The Feynman–Hibbs lower bound on the quantum partition function

A quantum particle at temperature T behaves in equilibrium like a closed flexible ring. Averaging the potential over the shapes of a free ring gives a smoothed potential, and the classical partition function in that potential lies rigorously below the quantum one. At each "Predict", settle on an answer before reading on.

1. Premises and conventions

(a) H = K + V, with K = p²/2m and V a real local function of position. One coordinate x is treated first.
(b) V is continuous and bounded below, and exp(−βV) is integrable; β = 1/k_BT.
(c) Z = Tr exp(−βH) runs over all states, as for distinguishable particles. Exchange is taken up in section 8.
(d) The Trotter formula holds for the trace: Z_P = Tr[exp(−βK/P) exp(−βV/P)]^P → Z as P → ∞. This is a theorem under (a) and (b) and is taken as given.
(e) Jensen's inequality for the exponential: ⟨exp X⟩ ≥ exp⟨X⟩ for any average with non-negative normalised weights. Proof: exp t ≥ 1 + t; put t = X − ⟨X⟩ and average.

The thermal wavelength is Λ = (2πβħ²/m)^(1/2), and Z_cl[U] = Λ⁻¹ ∫ dx exp(−βU(x)) is the classical partition function for a potential U.

2. The ring

The free kernel is ⟨x|exp(−βK/P)|x′⟩ = (mP/2πβħ²)^(1/2) exp[−mP(x − x′)²/2βħ²]. Inserting P complete sets of position states in Z_P gives, with x_(P+1) = x_1,

Z_P = (mP/2πβħ²)^(P/2) ∫ dx_1…dx_P exp[−(mP/2βħ²) Σ_j (x_(j+1) − x_j)²] exp(−S), (1)

S = (β/P) Σ_j V(x_j).

This is a ring of P beads joined by springs. The spring weight is positive, which is what (e) needs.

Predict. The spring weight is to serve as a probability distribution. Can it be normalised over all P coordinates?

It cannot. A rigid shift of the ring stretches no spring, so one direction has no restoring force and must be split off. That direction is the centroid x̄ = (1/P) Σ_j x_j. Write x_j = x̄ + y_j, so that Σ_j y_j = 0.

3. Splitting off the centroid

The spring sum is a cyclic quadratic form. Acting on the Fourier vector ω^(jk), ω = exp(2πi/P), it gives the eigenvalue λ_k = 2 − ω^k − ω^(−k) = |1 − ω^k|² = 4 sin²(πk/P), k = 0 … P−1. In real orthonormal mode coordinates q_k (Jacobian 1) the sum is Σ_k λ_k q_k². The zero mode is q_0 = √P x̄. Each other mode is an independent Gaussian of mean zero and variance

v_k = βħ²/(mPλ_k), (2)

with normalising integral (2πv_k)^(1/2).

Two identities are needed, both from Q(z) = (z^P − 1)/(z − 1) = Π_(k≥1) (z − ω^k). The binomial expansion about z = 1 gives Q(1) = P, Q′/Q = (P−1)/2 and Q″/Q = (P−1)(P−2)/3 there. First, Π_(k≥1) λ_k = |Q(1)|² = P². Second, Σ 1/(1 − ω^k)² = (Q′/Q)² − Q″/Q. Since 1/(1 − ω^k) = ½ + (i/2)cot(πk/P), we have 1/λ_k = ¼ + ¼cot², while the real part of the square is ¼ − ¼cot². The two add to ½, so

Σ_(k≥1) 1/λ_k = (P−1)/2 − (P−1)²/4 + (P−1)(P−2)/3 = (P² − 1)/12. (3)

Predict. Collect the prefactor of (1), the factor from dq_0 and the P−1 normalising integrals. What multiplies ∫dx̄?

The P−1 integrals cancel P−1 of the prefactors and leave Π λ_k^(−1/2) = 1/P. The remaining prefactor is √P/Λ, and dq_0 = √P dx̄. The product is 1/Λ for every P:

Z_P = Λ⁻¹ ∫ dx̄ ⟨exp(−S)⟩₀, (4)

where ⟨…⟩₀ is the normalised average over free-ring shapes at fixed centroid. Each y_j is a linear combination of independent Gaussian modes, hence Gaussian with mean zero. Cyclic symmetry makes all beads equivalent, and Σ_j y_j² = Σ_(k≥1) q_k², so from (2) and (3)

σ_P² = ⟨y_j²⟩₀ = (1/P) Σ v_k = (βħ²/12m)(1 − 1/P²) → σ² = βħ²/12m. (5)

4. The lower bound

Apply (e) at each x̄: ⟨exp(−S)⟩₀ ≥ exp(−⟨S⟩₀).

Predict. The beads are strongly correlated. Does ⟨S⟩₀ depend on those correlations?

No. S is a sum of one-bead terms, and the mean of a sum needs only the distribution of one bead. With G_s the normalised Gaussian of variance s²,

⟨S⟩₀ = β ∫ dy G_(σP)(y) V(x̄ + y) ≡ βV_P(x̄), so Z_P ≥ Z_cl[V_P]. (6)

Now let P → ∞ and define

V_eff(x) = ∫ dy (2πσ²)^(−1/2) exp(−y²/2σ²) V(x + y). (7)

Because σ_P < σ, G_(σP) ≤ (σ/σ_P)G_σ ≤ (2/√3)G_σ for P ≥ 2, so dominated convergence gives V_P → V_eff wherever (7) is finite. Fatou's lemma for the non-negative functions exp(−βV_P) gives lim inf Z_cl[V_P] ≥ Z_cl[V_eff]; points where V_eff = +∞ contribute zero on the right and do no harm. With (d),

Z ≥ Z_cl[V_eff] ≡ Z_FH. (8)

This is the bound of Feynman and Hibbs (1965). With several coordinates the spring weight factorises, Λ⁻¹ becomes a product, and (7) becomes a convolution with variance βħ²/12m_a along each coordinate a.

The gap has an information meaning. Define the exact centroid potential W by exp(−βW) = ⟨exp(−S)⟩₀. The true distribution of shapes at fixed centroid is p = p₀ exp(−S)/⟨exp(−S)⟩₀, with p₀ the free one. Then

D(p₀‖p) = ⟨ln(p₀/p)⟩₀ = ⟨S⟩₀ + ln⟨exp(−S)⟩₀ = β(V_eff − W). (9)

The bound is the non-negativity of a relative entropy, that is, the Gibbs–Bogoliubov inequality with the free ring as trial distribution. It is tight where the potential barely deforms the ring.

5. The upper bound

Predict. S is itself an average, over beads with weights 1/P. What does (e) give when applied to that average, and in which direction?

With X_j = −βV(x_j), (e) reads exp(−S) ≤ (1/P) Σ_j exp(−βV(x̄ + y_j)). The average now stands inside the exponential, so the inequality points the other way. Insert it in (4) and do the x̄ integral first at fixed shape; the integrand is non-negative, so the order is free. The shift y_j drops out, each term gives ∫dx exp(−βV), and Z_P ≤ Z_cl[V] for every P. This is the Golden–Thompson inequality (1965), Tr exp(A + B) ≤ Tr[exp A exp B], for A = −βK and B = −βV: its right side is Z_1 = Z_cl[V]. Together,

Z_cl[V_eff] ≤ Z ≤ Z_cl[V], or F_cl ≤ F ≤ F_FH with F = −k_BT ln Z. (10)

6. How good is the lower bound?

For smooth V expand in cumulants: βW = κ₁ − κ₂/2 + …, with κ₁ = ⟨S⟩₀ = βV_eff and κ₂ the variance of S. The bound keeps κ₁ whole and drops the rest. Taylor expansion about the centroid gives

S = βV + βV′ (1/P)Σ y_j + (βV″/2P) Σ y_j² + (βV‴/6P) Σ y_j³ + …

Predict. Each y is of order ħ. At what order in ħ does κ₂ begin?

At ħ⁴. The linear term, which would give a variance of order ħ², vanishes identically because Σ y_j = 0. This is the reward for fixing the centroid and not one bead. The quadratic term is (βV″/2P) Σ q_k², and a Gaussian has Var(q²) = 2v², so κ₂ = (β²V″²/2P²) Σ v_k². For large P the modes k and P−k pair up with λ_k → 4π²k²/P² (sin t ≥ 2t/π on [0, π/2] dominates the sum), so Σ 1/λ_k² → 2P⁴ζ(4)/16π⁴ = P⁴/720 with ζ(4) = π⁴/90. Using (2),

β(V_eff − W) = κ₂/2 + O(ħ⁶) = β⁴ħ⁴V″²/(2880 m²) + O(ħ⁶) = (σ⁴/20)(βV″)² + O(ħ⁶). (11)

The quadratic–cubic covariance is odd in y and vanishes; the cubic–cubic and quadratic–quartic ones and κ₃ begin at ħ⁶. With equal masses in several dimensions V″² becomes Σ_ab(∂_a∂_bV)². So Z_FH is exact through ħ². To see that term, expand (7): V_eff = V + (σ²/2)V″ + O(ħ⁴), whence

Z = Z_cl[1 − (β²ħ²/24m)⟨V″⟩_cl + O(ħ⁴)] = Z_cl[1 − (β³ħ²/24m)⟨V′²⟩_cl + O(ħ⁴)]. (12)

The second form follows by parts, ∫V″exp(−βV)dx = β∫V′²exp(−βV)dx, and is the first Wigner–Kirkwood correction. It is negative, as (10) demands. The upper bound misses at order ħ² and the lower at order ħ⁴, so at high T the true Z sits near the lower end.

The oscillator V = ½mΩ²x² tests everything. With u = βħΩ, V_eff = V + ½mΩ²σ², so Z_FH = exp(−u²/24)/u and Z_cl = 1/u, while summing the levels gives Z = 1/[2 sinh(u/2)]. Then

ln(Z/Z_FH) = ln[(u/2)/sinh(u/2)] + u²/24 = u⁴/2880 − …, (13)

as in (11). The series converges only for u < 2π, where sinh(u/2) has its nearest complex zero. As T → 0, F tends to ħΩ/2 while F_FH grows as βħ²Ω²/24: the bound holds and says little, because a free ring spreads without limit and a confined one does not.

7. A pair of molecules and the second virial coefficient

Take two particles of mass m with a pair potential V(r).

Predict. Which variance smooths V(r)?

The separation fluctuates by the difference of two independent ring displacements, so variances add: 2 × βħ²/12m = βħ²/12μ per Cartesian component, with μ = m/2. Using m in place of μ would halve the quantum correction.

An unconfined pair violates (b): Z grows with the volume 𝒱. The finite quantity is ΔZ = ∫d³r[ρ(r,r) − ρ₀(r,r)], where ρ and ρ₀ are the kernels of exp(−βH) for relative motion with and without V. Subtracting the free case from (4) gives ΔZ_P = Λ_μ⁻³∫d³r̄ ⟨exp(−S) − 1⟩₀, with Λ_μ the wavelength for mass μ. If V is bounded and integrable with V ≥ −ε, then |exp(−S) − 1| ≤ |S|exp(βε), the integrals converge absolutely, changes of variable and order are allowed, and both Jensen steps go through with −1 carried along.

From the grand partition function, βp𝒱 = zZ₁ + z²(Z₂ − Z₁²/2) + … and N = zZ₁ + 2z²(Z₂ − Z₁²/2) + …, where Z₁ and Z₂ here are the one- and two-particle partition functions. Eliminating z gives the molar coefficient B = −N_A𝒱(Z₂ − Z₁²/2)/Z₁². With Boltzmann counting, Z₁ = 𝒱/Λ³ and Z₂ − Z₁²/2 = ½(𝒱/Λ_M³)ΔZ, M = 2m, and Λ_MΛ_μ = Λ². Hence B = −½N_AΛ_μ³ΔZ, and the minus sign reverses (10):

B_cl[V] ≤ B ≤ B_cl[V_eff], B_cl[U] = −2πN_A ∫₀^∞ [exp(−βU) − 1] r² dr. (14)

Predict. What does (7) give for the Lennard-Jones potential?

V_eff = +∞ at every r: the Gaussian is positive at the origin, where ∫r⁻¹²r²dr diverges. The bound is then empty, which is why the core must be softened. The truncated form V + (σ²/2)∇²V, common in simulation under the same name, is finite and correct through ħ², but it is not ⟨S⟩₀/β and is not a bound in general.

8. Range of validity

Inequality (10) holds at every temperature under (a)–(d). It is informative only if V grows more slowly than the Gaussian in (7) falls and has no non-integrable core. It is accurate where (11) is small, which means βħΩ well below 2π, Ω² = V″/m, over the region weighted by exp(−βV_eff). A variational harmonic trial ring (Feynman and Kleinert, 1986) repairs the low-temperature growth seen after (13).

It bounds Z, F and B. Energy, entropy and heat capacity are temperature derivatives, and an inequality cannot be differentiated.

A magnetic field makes the weight complex, and (e) no longer supplies the lower bound. For two identical particles in one internal state Z₂ = ½Tr[(1 ± Π)exp(−βH)], with Π the exchange operator, which adds B_ex = ∓½N_AΛ_μ³∫d³r ρ(r,−r), upper signs for bosons. Since ρ > 0, bosons keep the lower bound on Z₂ and fermions keep the upper one. For free particles ∫d³r Λ_μ⁻³exp(−4πr²/Λ_μ²) = 1/8, and V ≥ −ε gives ρ ≤ ρ₀exp(βε), so

|B_ex| ≤ (N_AΛ_μ³/16) exp(βε). (15)

9. Illustration: two H₂ molecules at 50 K

Treat para-H₂ as a structureless spherical boson. With a typical rotational temperature of 85 K the J = 2 to J = 0 population ratio is 5 exp(−6 × 85/50) = 1.9 × 10⁻⁴, so rotation is frozen; the orientation dependence of the interaction is taken as averaged out. With m = 2.016 u, μ = 1.008 u, and at T = 50 K

σ² = βħ²/12μ = 0.0802 Å², σ = 0.283 Å, Λ_μ = 2.46 Å.

The model potential, energies in kelvin, is

V(r)/k_B = A exp(−αr²) − C exp(−γr²),

A = 9.0 × 10⁴ K, α = 0.84 Å⁻², C = 160 K, γ = 0.12 Å⁻². It is finite at r = 0, crosses zero at 2.97 Å and has its minimum of −34.5 K at 3.39 Å. These inputs were chosen to give a well of the depth and position typical of H₂–H₂, and the small γ was chosen so that a wide Gaussian stands in for the missing r⁻⁶ tail and B comes out near the typical size at 50 K, roughly −33 cm³/mol. The results are the model's and test nothing about real hydrogen.

Completing the square in (7) gives, for each Cartesian component, exp(−αx²) → g^(−1/2) exp(−αx²/g) with g = 1 + 2ασ². In three dimensions A → A g^(−3/2) and α → α/g, and likewise for C and γ. Here g_α = 1.135 and g_γ = 1.019, so

A′ = 7.45 × 10⁴ K, α′ = 0.740 Å⁻², C′ = 155.5 K, γ′ = 0.1177 Å⁻².

Unrounded values are carried below.

Predict. The amplitude A has dropped. Is the effective molecule smaller or larger?

Larger. At the wall αr² is large and the fall in α outweighs the fall in A. V_eff crosses zero at 3.15 Å, and its minimum is −28.7 K at 3.59 Å. Quadrature of ∫[exp(−βU) − 1]r²dr gives 12.75 Å³ for U = V and 8.81 Å³ for U = V_eff. With 2πN_A = 3.784 cm³ mol⁻¹ Å⁻³, (14) becomes

−48.2 cm³/mol ≤ B ≤ −33.3 cm³/mol,

a bracket 14.9 cm³/mol wide for the Boltzmann part of the model's B.

Where inside it does B lie? For a central potential the Hessian has eigenvalues U″, U′/r, U′/r, so (11) shifts the upper end by

δB ≈ −2πN_A(σ⁴/20) ∫ exp(−βU) β²[U″² + 2(U′/r)²] r² dr = −2.5 cm³/mol,

with U = V_eff (using V instead differs only at order ħ⁶). This is about a sixth of the bracket and points to B near −36 cm³/mol. The shift is only a size estimate. The radial βħΩ = (12σ²βU″)^(1/2) is 1.58 at the minimum of V_eff, where u⁴/2880 = 0.0021, but 5.8 at r = 3.0 Å, close to where the integrand peaks. There u⁴/2880 = 0.38, the full oscillator expression (13) gives 0.26, and anharmonic terms of order ħ⁶ are not included. The looseness of the bound comes from the repulsive wall.

Exchange is small beside the bracket. The free value N_AΛ_μ³/16 is 0.56 cm³/mol, and (15) with ε/k_B = 34.5 K caps |B_ex| at 1.1 cm³/mol; the cap is generous, since paths from r to −r must go round or through the core. B_ex is negative for bosons, so the model's full coefficient still obeys B ≤ −33.3 cm³/mol, and its lower limit moves down by at most 1.1 cm³/mol.